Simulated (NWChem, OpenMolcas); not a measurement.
# BNH4: a line through the functionals

BNH4: 6 atoms, total charge 0, spin state singlet. As SMILES, `BN`. Geometry: relaxed at PBE0-D4/def2-TZVP.

The dipole moment y, in D, basis def2-TZVPP; a is the functional's share of exact exchange. Programs: NWChem 7.3.0, OpenMolcas 26.06.

| functional | program | a | y (D) |
| --- | --- | --- | --- |
| r2SCAN | NWChem | 0 | 2.01 |
| TPSS | NWChem | 0 | 2.03 |
| B3LYP | NWChem | 0.2 | 1.96 |
| PBE0 | OpenMolcas | 0.25 | ? |
| BHLYP | OpenMolcas | 0.5 | 1.85 |

Fit y = c + s·a to the known rows and predict PBE0.


1. Means of the 4 rows: a = 0.1750, y = 1.962.
2. Σ(Δa)² = 0.1675, Σ(Δa·Δy) = -0.05675, so the slope is -0.05675/0.1675 = -0.33881.
3. Intercept: 1.962 − (-0.33881) × 0.1750 = 2.021. The largest residual of the fit is 0.011.
4. PBE0: 2.021 + (-0.33881) × 0.25 = 1.94 D.

The run gave 1.97 D, so the prediction is off by -0.03 D, more than the scatter of the fit. The rows mix families of semi-local functionals, which the line can't see.

The dipole moment falls from the semi-local functionals to BHLYP, but not strictly with the exact-exchange share: PBE0, at 1.97 D, lies slightly above B3LYP at 1.96 D despite its larger share. The molecule is aminoborane, where the nitrogen lone pair donates into the empty boron p orbital. This π shift towards boron opposes the σ polarization towards the more electronegative nitrogen, while the protic N–H and hydridic B–H bonds add to the π moment. The net dipole therefore has its negative end on the BH2 side. More exact exchange probably keeps the lone pair more localized on nitrogen, which weakens the π contribution and lowers the total. The modest size of the change suggests that the charge distribution is qualitatively the same throughout. The slope is best read as a rough sensitivity, since it depends heavily on BHLYP, the only point at a large exchange share. Total dipoles alone can't show how much of the decrease comes from the π system and how much from the σ framework.
